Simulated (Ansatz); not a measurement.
## ScF3: the change of energy less free atoms and pressure with volume per atom

All results are calculated (Ansatz 0.2.0). Periodic Kohn-Sham DFT of a crystal at fixed atoms; pressure and stress are positive in compression; the energy is the free energy less that of spherical unpolarised free atoms; site moments are those in the method's own spheres, positive along +z.

Cell of the first row (space group Pm-3m, No. 221):
```
CELL_PARAMETERS angstrom
3.93050 0.00000 0.00000
0.00000 3.93050 0.00000
0.00000 0.00000 3.93050
ATOMIC_POSITIONS crystal
Sc 0.00000 0.00000 0.00000
F 0.50000 0.00000 0.00000
F 0.00000 0.50000 0.00000
F 0.00000 0.00000 0.50000
```

Settings of every row: method all-electron LAPW; functional LDA; relativity scalar; k mesh 6x6x6; filling fermi-dirac; smearing width 0.02 eV; basis error target 1 meV/atom; nucleus gaussian.

Atom start moment: 0 on all atoms.

| row | volume per atom (Å³) | energy less free atoms (eV/atom) | pressure (GPa) |
| --- | --- | --- | --- |
| 1 | 15.181 | -7.0248 | 3.741 |
| 2 | 15.504 | ? | ? |
| 3 | 15.827 | -7.0301 | -0.941 |
| 4 | 15.988 | -7.0286 | -1.957 |
| 5 | 16.15 | -7.0262 | -2.918 |
| 6 | 16.311 | -7.0228 | -3.827 |
| 7 | 16.473 | -7.0185 | -4.686 |
| 8 | 16.796 | -7.0074 | -6.266 |
| 9 | 17.119 | -6.9933 | -7.679 |

Question: what energy less free atoms and pressure should row 2 give?

Worked fit of energy less free atoms. Take u = (V_r/V)^(2/3) − 1 with V_r = 16.23 Å³ an atom, which is twice the finite (Eulerian) strain; such expansions in the strain, on which the Birch-Murnaghan equation of state is built, carry the rest volume and the bulk modulus. The shown rows have u = 0.04555, 0.0169, 0.01007, 0.0033, -0.00331, -0.00986, -0.02259, -0.03493. Least squares give energy less free atoms = −7.02462 − 0.5097 × u + 11.097 × u² eV/atom; a straight line predicts inner rows, each left out in turn, worse (root mean square 0.0057 against 3.5e-05 eV/atom). All shown rows lie on it to the printed digit. Its lowest point lies at u = 0.0230, or V = 15.69 Å³ an atom, and the curvature there gives the bulk modulus at fixed shape and fractions, B = (4/9)(1 + u)² E″(u)/V = 105 GPa. The withheld row has u = 0.03098, so the fit gives −7.02462 − 0.5097 × (0.03098) + 11.097 × (0.03098)² = -7.0298 eV/atom.

The calculation gave -7.0298 eV/atom. The fit meets it to the printed digit.

Worked fit of pressure. Take u = (V_r/V)^(2/3) − 1 with V_r = 16.23 Å³ an atom, which is twice the finite (Eulerian) strain; such expansions in the strain, on which the Birch-Murnaghan equation of state is built, carry the rest volume and the bulk modulus. The shown rows have u = 0.04555, 0.0169, 0.01007, 0.0033, -0.00331, -0.00986, -0.02259, -0.03493. Least squares give pressure = −3.3758 + 136.986 × u + 407.13 × u² + 344 × u³ GPa; a parabola predicts inner rows, each left out in turn, worse (root mean square 0.0055 against 0.0026 GPa). The rows lie off it by 0.000, 0.002, -0.002, 0.001, -0.002, 0.001, 0.001, 0.000. The pressure vanishes at u = 0.0230, or V = 15.68 Å³ an atom, and there the bulk modulus at fixed shape and fractions is B = −V dP/dV = (2/3)(1 + u) dP/du = 107 GPa. The withheld row has u = 0.03098, so the fit gives −3.3758 + 136.986 × (0.03098) + 407.13 × (0.03098)² + 344 × (0.03098)³ = 1.269 GPa.

The calculation gave 1.269 GPa. The fit meets it to the printed digit.
